## Selective excitation at small flip angle: the Fourier relation

A weak, shaped radio-frequency pulse acting on spins at equilibrium creates a transverse magnetization whose dependence on resonance offset is, to first order in the pulse amplitude, the Fourier transform of the pulse envelope. This section derives the relation from the spin Hamiltonian, obtains the leading correction and a rigorous bound on the remainder, and applies the result to pulse trains and to slice selection.

### Premises and conventions

1. The spins are uncoupled, of any spin quantum number $I$ and magnetogyric ratio $\gamma$. The protons of liquid water qualify: tumbling averages their dipolar coupling, and a scalar coupling between equivalent nuclei commutes with the total spin operators.
2. Hamiltonians are written in rad s$^{-1}$ and spin operators in units of $\hbar$, with $[I_x,I_y]=iI_z$ and cyclic permutations, and $I_\pm=I_x\pm iI_y$. A field $\mathbf B$ gives $H=-\gamma\,\mathbf B\cdot\mathbf I$, so the Larmor frequency $\omega_0=-\gamma B_0$ carries a sign.
3. The frame rotates about $z$ at the signed carrier frequency $\omega_{\rm rf}$, and the counter-rotating half of the linearly polarized field is dropped. The offset $\Delta=\omega_0-\omega_{\rm rf}$ of each spin is constant during the pulse.
4. The pulse lasts from $t_i$ to $t_f$. At $t_i$ the magnetization is $M_0\hat{\mathbf z}$. Relaxation is left out at first and restored later; fields produced by the magnetization itself are neglected.

The rotating-frame Hamiltonian is then

$$H(t)=\Delta I_z+\omega_x(t)I_x+\omega_y(t)I_y=\Delta I_z+\tfrac12\left[w^*(t)I_++w(t)I_-\right],\qquad w=\omega_x+i\omega_y. \tag{1}$$

The complex envelope is $w=-\gamma(B_{1x}+iB_{1y})$, where $\mathbf B_1$ is the co-rotating field, and $|w|=\omega_1$ is the nutation frequency. The second form in (1) follows from $I_x=(I_++I_-)/2$ and $I_y=(I_+-I_-)/2i$.

### Exact equations of motion

From $\dot\rho=-i[H,\rho]$ and the cyclic property of the trace, any fixed operator obeys $d\langle O\rangle/dt=i\langle[H,O]\rangle$. The commutators needed are

$$[I_z,I_\pm]=\pm I_\pm,\qquad [I_+,I_-]=2I_z .$$

They give $[H,I_+]=\Delta I_+-wI_z$ and $[H,I_z]=\tfrac12(wI_--w^*I_+)$. The magnetization is proportional to $\langle\mathbf I\rangle$, so with $M_+=M_x+iM_y$ and $M_-=M_+^*$

$$\dot M_+=i\Delta M_+-iwM_z,\qquad \dot M_z=\tfrac{i}{2}\left(wM_+^*-w^*M_+\right)=\mathrm{Im}\,(w^*M_+). \tag{2}$$

Because $H$ is linear in the spin operators, the equations close on the three components for every $I$ and every degree of polarization. They are equivalent to $\dot{\mathbf M}=\boldsymbol\omega\times\mathbf M$ with $\boldsymbol\omega=(\omega_x,\omega_y,\Delta)$, so $|\mathbf M|=M_0$ is conserved.

The offset is removed by the interaction picture. The operator $O(t)=e^{i\Delta tI_z}I_\pm e^{-i\Delta tI_z}$ obeys $\dot O=i\Delta[I_z,O]=\pm i\Delta O$, hence $O=e^{\pm i\Delta t}I_\pm$, and the transformed perturbation is

$$\tilde H(t)=\tfrac12\left[a^*(t)I_++a(t)I_-\right],\qquad a(t)=w(t)e^{-i\Delta t}. \tag{3}$$

In terms of $m=M_+e^{-i\Delta t}/M_0$ and $z=M_z/M_0$, substitution in (2) gives

$$\dot m=-ia\,z,\qquad \dot z=\mathrm{Im}\,(a^*m),\qquad m(t_i)=0,\quad z(t_i)=1. \tag{4}$$

The first equation integrates exactly to

$$m(t)=-i\int_{t_i}^{t}a(t')\,z(t')\,dt'. \tag{5}$$

### First order: the Fourier relation

Scale the envelope as $w\to\lambda w$ and expand $m$ and $z$ in powers of $\lambda$. At zeroth order $m_0=0$ and $z_0=1$. At first order $\dot z_1=\mathrm{Im}(a^*m_0)=0$, so $M_z=M_0$ holds through first order, and (5) gives

$$m_1(t)=-iA(t),\qquad A(t)=\int_{t_i}^{t}w(t')e^{-i\Delta t'}dt'. \tag{6}$$

The envelope vanishes outside the pulse, so at $t_f$ the limits may be extended to infinity:

$$M_+(t_f)=-iM_0\,e^{i\Delta t_f}\,W(\Delta),\qquad W(\Delta)=\int_{-\infty}^{\infty}w(t)\,e^{-i\Delta t}\,dt, \tag{7}$$

and therefore $|M_+(\Delta)|=M_0|W(\Delta)|$. This is the Fourier relation. Each interval $dt$ tips an amount $-iM_0w\,dt$ into the transverse plane, which then precesses freely through the angle $\Delta(t_f-t)$; the contributions add because the depletion of $M_z$ is ignored. For real positive $w$ on resonance the result lies along $-y$, as a right-handed rotation of $\hat{\mathbf z}$ about $+x$ requires.

The density operator gives the same result. At high temperature the traceless part of the equilibrium state is $bI_z$. The first term of the Dyson series is

$$\tilde\rho_1=-i\int_{t_i}^{t}[\tilde H(t'),bI_z]\,dt'=-\tfrac{ib}{2}\left(AI_--A^*I_+\right).$$

Since $\mathrm{Tr}(I_+I_+)=0$ and $\mathrm{Tr}(I_+I_-)=\mathrm{Tr}(I_x^2+I_y^2)=2\,\mathrm{Tr}\,I_z^2$, the ratio $\mathrm{Tr}(I_+\tilde\rho_1)/\mathrm{Tr}(bI_z^2)$ equals $-iA$, as in (6).

Three properties follow from (7). Multiplying $w$ by $e^{i\Omega t}$ shifts the profile to $W(\Delta-\Omega)$. A real envelope that is even about $t=0$ has a real and even $W$. For such a pulse, lasting from $-T/2$ to $T/2$, the only phase besides the sign of $W$ and the factor $-i$ is $\Delta T/2$: all spins appear to have been excited at the centre of the pulse.

### Higher orders

Reversing the sign of $w$ in (4) is compensated by $m\to-m$, $z\to z$. Hence $m$ contains only odd powers of $\lambda$ and $z$ only even ones, and the first correction to (7) is of third order. At second order, with $\dot A=a$,

$$\dot z_2=\mathrm{Im}(-ia^*A)=-\mathrm{Re}(\dot A^*A)=-\tfrac12\frac{d|A|^2}{dt},\qquad z_2=-\tfrac12|A|^2, \tag{8}$$

which is the expansion of $\sqrt{1-|m|^2}$, as conservation of length demands. Inserting $z_2$ in (5),

$$m(t_f)=-i\left(W-\tfrac12K\right)+O(\lambda^5),\qquad K=\int_{t_i}^{t_f}a\,|A|^2dt. \tag{9}$$

Write $A=P+iQ$, so that $a\,dt=dP+i\,dQ$. The parts $P^2dP$ and $Q^2dQ$ integrate at once:

$$\mathrm{Re}\,K=\tfrac13P_f^3+\int Q^2dP,\qquad \mathrm{Im}\,K=\tfrac13Q_f^3+\int P^2dQ. \tag{10}$$

The first-order result depends only on the end point $W=P_f+iQ_f$ of the curve $A(t)$ in the complex plane; the correction depends on the whole path. For a real even pulse $Q_f=0$, the amplitude becomes $W-W^3/6-\tfrac12\int Q^2dP$, and a phase shift $-\int P^2dQ/(2W)$ appears. Replacing $W$ by $\sin W$ captures only one of these three terms.

**On resonance.** For $\Delta=0$ and an envelope of constant phase, taken real, $\tilde H=wI_x$ commutes with itself at all times. The propagator is $e^{-i\beta I_x}$ with flip angle $\beta=\int w\,dt=W(0)$, and (4) is solved by $m=-i\sin\beta$, $z=\cos\beta$. The linear theory returns $\beta$ in place of $\sin\beta$, an overestimate of relative size

$$\frac{\beta-\sin\beta}{\sin\beta}=\frac{\beta^2}{6}+\frac{7\beta^4}{360}+\dots \tag{11}$$

Equation (10) agrees, since $Q=0$ gives $K/2=\beta^3/6$.

| $\beta$ | $\beta^2/6$ (%) | $\beta/\sin\beta-1$ (%) |
|---|---|---|
| 10° | 0.51 | 0.51 |
| 30° | 4.57 | 4.72 |
| 60° | 18.3 | 20.9 |
| 90° | 41.1 | 57.1 |

**A bound for all offsets.** Let $\vartheta$ be the polar angle of $\mathbf M$, so that $z=\cos\vartheta$ and $|m|=\sin\vartheta$. The second equation (4) gives $|\sin\vartheta\,\dot\vartheta|\le|w|\sin\vartheta$, that is $|\dot\vartheta|\le|w|$, and so $\vartheta(t)\le\theta(t)=\int_{t_i}^t|w|\,dt'$. As long as $\theta\le\pi$ the cosine decreases monotonically and $0\le1-z\le1-\cos\theta$. Subtracting (6) from (5),

$$|m-m_1|\le\int|w|\,(1-z)\,dt\le\int_0^{\theta_f}(1-\cos\theta)\,d\theta=\theta_f-\sin\theta_f\le\frac{\theta_f^3}{6}. \tag{12}$$

The bound is reached on resonance by an envelope of constant phase and sign. It involves the area $\theta_f$ under $|w|$, which exceeds $\beta$ when the pulse has negative lobes. It limits the absolute error: near a zero of $W$ the relative error is unbounded.

Far outside the excited band the linear result is better than (12) suggests. Integration of (6) by parts gives $|A(t)|\le\left(|w(t)|+|w(t_i)|+\int|\dot w|\,dt\right)/|\Delta|$, and (9) gives $|K|/2\le\tfrac12\theta_f\max|A|^2$. The third-order term thus falls at least as $\Delta^{-2}$, because these spins never leave the neighbourhood of the $z$ axis.

### Relaxation

Bloch relaxation adds $-M_+/T_2$ and $(M_0-M_z)/T_1$ to the right-hand sides of (2). The state $M_z=M_0$ still solves the equations through first order, so $T_1$ does not enter. The integrating factor becomes $e^{(i\Delta-1/T_2)(t_f-t)}$, and since $e^{-i\Delta t}e^{t/T_2}=e^{-i(\Delta+i/T_2)t}$,

$$M_+(t_f)=-iM_0\,e^{i\Delta t_f}e^{-t_f/T_2}\,W(\Delta+i/T_2). \tag{13}$$

For a real even pulse with $T\ll T_2$ the last factor is $W+iW'(\Delta)/T_2$. The amplitude falls by $e^{-T/2T_2}$, and a phase $W'/(WT_2)$ appears where the profile is steep.

### DANTE trains

A DANTE sequence (delays alternating with nutation for tailored excitation) consists of $N$ identical short pulses $s(t)$ repeated at intervals $\tau$: $w(t)=\sum_{k=0}^{N-1}s(t-k\tau)$. A time shift $k\tau$ multiplies the transform $S(\Delta)$ of one pulse by $e^{-i\Delta k\tau}$, and the geometric series sums to

$$W(\Delta)=S(\Delta)\,\frac{1-e^{-iN\Delta\tau}}{1-e^{-i\Delta\tau}}=S(\Delta)\,e^{-i(N-1)\Delta\tau/2}\,\frac{\sin(N\Delta\tau/2)}{\sin(\Delta\tau/2)}. \tag{14}$$

At $\Delta\tau=2\pi n$ every term of the sum equals one. The profile is a comb with teeth of height $N|S|$ at the frequency offsets $\Delta/2\pi=n/\tau$, where a spin completes a whole number of turns between pulses. At a distance $\delta f$ (in Hz) from a tooth the magnitude of the last factor is $|\sin(\pi N\tau\,\delta f)/\sin(\pi\tau\,\delta f)|$. Its first zeros lie at $\delta f=\pm1/(N\tau)$, so the base of the tooth is $2/(N\tau)$ wide. For $N\gg1$ the sine in the denominator may be replaced by its argument, and the shape is $N\,|\sin\xi/\xi|$ with $\xi=\pi N\tau\,\delta f$. Half height occurs at $\xi=1.895$, which gives a full width at half maximum of $2\xi/(\pi N\tau)=1.207/(N\tau)$, and the first side lobe has 0.217 of the tooth height.

For a rectangular element of duration $t_p$ and flip angle $\epsilon$, $|S|=\epsilon\,|\sin(\Delta t_p/2)/(\Delta t_p/2)|$, so the teeth are equally high only for $|n|\,t_p\ll\tau$. A phase increment $\phi$ from pulse to pulse replaces $\Delta\tau$ by $\Delta\tau-\phi$ in the sum and moves the comb by $\phi/(2\pi\tau)$. The small quantity of the expansion is the total angle $N\epsilon$, not $\epsilon$. For instantaneous pulses $a(t)$ has the same phase in every pulse at a tooth, the exact amplitude there is $\sin N\epsilon$, and (11) applies with $\beta=N\epsilon$.

### Slice selection with a sinc pulse

Let the static field vary as $B_0+Gx$, with the carrier resonant at $x=0$, so that $\Delta=-\gamma Gx$. Take

$$w(t)=\omega_p\,\frac{\sin(\pi t/t_0)}{\pi t/t_0},\qquad |t|\le nt_0,\qquad T=2nt_0,$$

with integer $n$. Put $u=\pi t/t_0$, $\nu=\Delta t_0/\pi$ and $c=\omega_pt_0/\pi$. The sine part of $e^{-i\nu u}$ drops out by symmetry. With $\sin u\cos\nu u=\tfrac12[\sin(1+\nu)u+\sin(1-\nu)u]$ and $\int_{-L}^{L}\sin(\kappa u)\,du/u=2\,\mathrm{Si}(\kappa L)$, where $\mathrm{Si}(y)=\int_0^y\sin v\,dv/v$,

$$W=c\left\{\mathrm{Si}[n\pi(1+\nu)]+\mathrm{Si}[n\pi(1-\nu)]\right\},\qquad \beta=2c\,\mathrm{Si}(n\pi). \tag{15}$$

Since Si is odd and tends to $\pi/2$, the limit $n\to\infty$ is a box of height $\omega_pt_0$ for $|\nu|<1$ and zero outside. The bandwidth is $1/t_0$ in Hz, and the nominal thickness is

$$d=\frac{2\pi}{\gamma Gt_0},\qquad |x|=\frac{|\nu|\,d}{2}. \tag{16}$$

The derivative of (15) is

$$\frac{dW}{d\nu}=c\left\{\frac{\sin n\pi(1+\nu)}{1+\nu}-\frac{\sin n\pi(1-\nu)}{1-\nu}\right\}.$$

It vanishes at $\nu=k/n$ for integer $k\ne\pm n$, where the Gibbs ripples have their extrema, and equals $-n\pi c$ at the edge $\nu=1$.

The phase $\Delta T/2$ in (7) reaches $\pm n\pi$ at the edges. Fourier inversion of (7) gives $\int W(\Delta)e^{i\Delta t}d\Delta=2\pi w(t)$. The signal summed over a uniform sample at the end of the pulse is therefore proportional to $w(T/2)$, which is zero for this envelope. A reversed gradient $-G$ applied for $T/2$ multiplies $M_+$ by $e^{-i\Delta T/2}$ and restores

$$\int M_+\,dx=-iM_0\,\frac{2\pi w(0)}{\gamma G}=-iM_0\,\omega_pt_0\,d. \tag{17}$$

### Range of validity

The relation (7) holds under the following conditions.

- The magnetization stays near $+z$ throughout the pulse, not only at its end. The absolute error in $M_+/M_0$ is at most $\theta_f-\sin\theta_f$. On resonance the relative error is $\beta^2/6$ to leading order and reaches 1 % at $\beta=0.245$ rad, or 14°.
- The initial state is longitudinal. Refocusing, which acts on transverse magnetization, and inversion, which needs $\vartheta=\pi$, lie outside the theory.
- The counter-rotating field is negligible. In its own frame it is off resonance by $2|\omega_0|$ and shifts the resonance by $\sqrt{4\omega_0^2+\omega_1^2}-2|\omega_0|\approx\omega_1^2/4|\omega_0|$, the Bloch–Siegert shift, which must be small against $1/T$.
- Either $T\ll T_2$, or (13) is used.
- Each offset is constant. A static distribution of offsets is handled by averaging (7) over it; diffusion or flow through a field gradient must change the phase little within $T$.

### Illustration: water in a porous ceramic at 10 mT/m

The inputs are $\gamma=2.6752\times10^8$ rad s$^{-1}$ T$^{-1}$ for protons, $G=10$ mT/m, $B_0=0.5$ T, $t_0=0.5$ ms, $n=3$ (so $T=3$ ms) and $\beta=30°$. For the sample take, as typical or assumed values, $T_2=50$ ms, a pore size $\ell=100$ µm, a susceptibility contrast $\Delta\chi\approx9\times10^{-6}$ (SI, approximate for alumina against water) and a diffusion coefficient $D\approx2.3\times10^{-9}$ m$^2$ s$^{-1}$ (approximate for free water at room temperature, an upper limit in pores).

**Pulse and slice.** The gradient gives $\gamma G/2\pi=425.8$ Hz/mm, and the bandwidth of 2 kHz selects $d=4.697$ mm. With $\mathrm{Si}(3\pi)=1.6748$, equation (15) yields $c=0.1563$, $\omega_p=982.2$ rad s$^{-1}$ and a peak field $B_1=\omega_p/\gamma=3.671$ µT. The ideal box would have the height $\omega_pt_0=0.491$, and the refocused signal (17) equals that of a fully tipped layer 2.31 mm thick. The first-order profile at the extrema and at the edge is:

| $\nu$ | $\lvert x\rvert$ (mm) | $W$ | $W/\beta$ |
|---|---|---|---|
| 0 | 0 | 0.524 | 1 |
| 1/3 | 0.783 | 0.455 | 0.869 |
| 2/3 | 1.566 | 0.545 | 1.041 |
| 1 | 2.349 | 0.237 | 0.453 |
| 4/3 | 3.132 | −0.037 | −0.070 |
| 5/3 | 3.914 | 0.018 | 0.034 |

The edge runs from the last maximum at $\nu=2/3$ to the first minimum at $\nu=4/3$, a distance $d/3=1.566$ mm.

**Nonlinear terms.** Adding the lobes in absolute value gives $\theta_f=2c\,[2\,\mathrm{Si}(\pi)-2\,\mathrm{Si}(2\pi)+\mathrm{Si}(3\pi)]=0.795$, and (12) bounds the error by 0.081 at every position. The actual errors are smaller. At the centre the third-order value is $\beta-\beta^3/6=0.4997$, the exact one is $\sin30°=1/2$, and the linear value 0.524 is 4.72 % too high. At $\nu=1$, $dP=c\sin2u\,du/2u$ and $dQ=-c\sin^2u\,du/u$; quadrature from $u=-3\pi$ to $3\pi$ gives $\int Q^2dP=0.0174$ and $\int P^2dQ=-0.0159$. The amplitude correction consists of $W^3/6=0.0022$ and $\tfrac12\int Q^2dP=0.0087$, together 0.0109 or 4.6 % of $W$. It lowers the edge value from 0.237 to 0.226, with a last digit that the fifth order may change. The path term is the larger one here. The phase shift is $+0.034$ rad, with the opposite sign at $\nu=-1$. Centre and edge both lose about one part in twenty, so their ratio is nearly unchanged, and at these two points the nonlinear correction is smaller than the 13 % ripple that truncation produces at $\nu=1/3$.

**Relaxation and frame.** Equation (13) gives the factor $e^{-T/2T_2}=0.970$ at the end of the pulse, and the same factor again over the refocusing lobe. At $\nu=1$, $W'(\Delta)=-3ct_0$ and the phase $W'/(WT_2)$ is $-0.020$ rad. Both effects are of the order of the third-order terms and have to be kept whenever those are. The Larmor frequency is 21.3 MHz and the Bloch–Siegert shift at the peak is $1.8\times10^{-3}$ rad s$^{-1}$, which is negligible.

**Diffusion.** Magnetization modulated with wave number $k(t)$ decays as $\exp(-D\int k^2dt)$. From the pulse centre $k$ rises as $\gamma Gt$ for $T/2$ and falls back in the same time, so the exponent is $\tfrac23\gamma^2G^2D(T/2)^3=3.7\times10^{-5}$. The diffusion length $\sqrt{2DT}=3.7$ µm is small against $\ell$. The internal field varies on the scale $\Delta\chi B_0=4.5$ µT over a pore, a gradient $g\sim\Delta\chi B_0/\ell=45$ mT/m. It is not reversed, so over the 3 ms from the pulse centre to the end of the refocusing lobe its exponent is $\tfrac13\gamma^2g^2DT^3\approx3\times10^{-3}$. The offsets may be treated as static.

**Static internal offsets.** A spin with internal offset $\delta$ has $\Delta=-\gamma Gx+\delta$. At the end of the refocusing lobe the gradient phase has cancelled while $\delta$ has acted for a time $T$ from the pulse centre, so (7) becomes

$$M_+(x)=-iM_0\int p(\delta)\,e^{i\delta T}\,W(\delta-\gamma Gx)\,d\delta, \tag{18}$$

where $p(\delta)$ is the normalized distribution of internal offsets, relaxation apart. The scale $\Delta\chi B_0$ corresponds to about 190 Hz and to a displacement $\Delta\chi B_0/G=0.45$ mm, roughly three tenths of the edge width. The phase $\gamma\Delta\chi B_0T$ is 3.6 rad. The width of $p$ depends on the pore geometry and is some fraction of this scale, but even a third of it dephases the spins by more than a radian. For these inputs the internal field, which the linear theory contains in full through (18), changes the refocused signal more than the flip-angle nonlinearity does. Gradient reversal cannot remove this phase, whereas a refocusing pulse, which reverses the phase due to every static offset, can.